## Flux divergence along a Joule-heated line with cooled ends

**Statement.** Measure $x$ from the upstream end of the atom drift, the cathode for $Z^*<0$. Both ends sit at $T_0$, the plateau at $T_m=T_0+\Delta T$, and $\theta=E_a/k_B$. For $\rho\propto T$, fixed current and $L\gg\lambda$,

$$T=T_m-\Delta T e^{-x/\lambda},\qquad \lambda^2=\frac{\kappa wh}{g}\frac{T_m}{T_0},\qquad \frac{dv}{dx}=v\frac{\theta}{T^2}\frac{dT}{dx},$$

with drift velocity $v=\Omega J$ ($\Omega$ atomic volume, $J$ atom flux) and heat loss $g$ per length and kelvin. The divergence peaks at $x^*\simeq\lambda\ln a$, $a=\theta\Delta T/T_m^2$, for $a>1$, otherwise at the cold end. Voids form where atoms move cold to hot, hillocks where they move hot to cold.

**Model.** Pt strip on silicon nitride in vacuum, radiation neglected. Assumed inputs: $w=10^4$ nm, $h=200$ nm, $L=2\times10^6$ nm, $\kappa=60$ W/(m K), $\rho(300\,\mathrm K)=1.2\times10^{-7}$ Ω m, $T_0=300$ K, $T_m=900$ K, $E_a=1.5$ eV, $D_0=5\times10^{10}$ nm²/s, $Z^*=-1$, lattice constant 0.392 nm; nitride $t_N=200$ nm, $\kappa_N=3$ W/(m K), gap $b=5\times10^4$ nm to the frame on each side. Heat leaves sideways, so $g=2\kappa_Nt_N/b=0.024$ W/(m K). (On an insulator over a substrate, $g=\kappa_{ins}w/t_{ins}$ instead.) From the room-temperature $C_{11}=346.7$ and $C_{12}=250.7$ GPa compiled by Blaschke, $B=(C_{11}+2C_{12})/3=282.7$ GPa.

**Wrong attempt (the answer is false).** With atom density $C$, and stress $\sigma$ positive in tension:

1. $v=D|Z^*|e\rho j/k_BT$ rises with $T$.
2. A rising flux brings more atoms, so $\partial_tC=+\partial_xJ$.
3. $dC/C=-d\sigma/B$ gives $\partial_t\sigma=-B\,\partial_xv$: compression of $-13$ MPa/h at $x^*$, and voids at $L-x^*$, where atoms move hot to cold.

**Symptom.** The cathode half admits almost nothing, $v(0)/v_m=1.6\times10^{-17}$, and exports $v_m/\Omega$ at mid-line, yet step 2 makes it gain $\int_0^{L/2}\partial_xJ\,dx\simeq v_m/\Omega$. The balance over the whole line vanishes for either sign and hides the fault.

**Faulty line.** Step 2. A slab gains $J(x)-J(x+dx)$, so $\partial_tC=-\partial_xJ$ and initially $\partial_t\sigma=+B\,\partial_xv$.

**Mended calculation and proof.** The heat balance is $\kappa whT''-g(T-T_0)+j^2wh\rho(T)=0$. On the plateau $j^2wh\rho(T_m)=g\Delta T$. The deviation $T-T_m$ then sees the net loss $g-g\Delta T/T_m=gT_0/T_m$, which gives the profile and $\lambda$. Since $\rho/T$ is constant, $v=v_m\exp[-\theta(1/T-1/T_m)]$, which yields $dv/dx$. With $dT/dx=(T_m-T)/\lambda$, maximising $e^{-\theta/T}(T_m-T)/T^2$ requires $(T_m-T)(\theta-2T)=T^2$, so

$$T^*=T_m-\tfrac12\left(\sqrt{\theta^2+4T_m^2}-\theta\right),\qquad x^*=\lambda\ln\frac{\Delta T}{T_m-T^*}.$$

As $T_m-T^*=(T_m^2/\theta)(1-T_m^2/\theta^2+\dots)$, $x^*\simeq\lambda\ln a$, with $a$ evaluated at the plateau temperature. If $T^*<T_0$, the divergence falls monotonically from $x=0$.

Numbers: $\lambda=1.22\times10^5$ nm, $j=4.47\times10^9$ A/m², plateau force $1.61\times10^{-6}$ eV/nm, $D(T_m)=D_0e^{-\theta/T_m}=199$ nm²/s, $v_m=4.1\times10^{-3}$ nm/s, $\theta=1.74\times10^4$ K, $a=12.9$, $T^*=854$ K, $x^*=3.1\times10^5$ nm. The peak is $dv/dx=0.39\,v_m/\lambda=1.3\times10^{-8}$ s⁻¹, so the model's stress rate is $+13$ MPa/h (tension, voids) at $x^*$. The mirrored profile gives $-13$ MPa/h (hillocks) at $L-x^*$.

**Size of the error.** The slip keeps every magnitude and flips the sign, missing the rate by 200 %. It misplaces the void by $L-2x^*=1.4\times10^6$ nm.

**Limits.** The rate is the model's. It assumes full confinement; a free surface on a thin membrane is more compliant, which lowers the stress. Shifting $E_a$ by 0.2 eV at fixed $D_0$ changes $D(T^*)$ 15-fold. Stress-driven backflow matters after $\lambda^2k_BT^*/[D(T^*)B\Omega]=1.7\times10^2$ h. Lengthwise nitride conduction adds about $\kappa_Nt_N(w+2b/3)$ to $\kappa wh$ and lengthens $\lambda$ by 10 %. Thermomigration with an assumed heat of transport of 0.7 eV exerts 0.20 of the wind force at $x^*$. Its flux, $\propto DT'/T^2$, peaks exactly there, so its divergence vanishes at $x^*$. A typical value quoted for bulk Pt is $Z^*\approx+0.3$. It would cut the rate to 30 %, raise that force ratio to 0.7 and move the electromigration voids to the anode side, still cold to hot.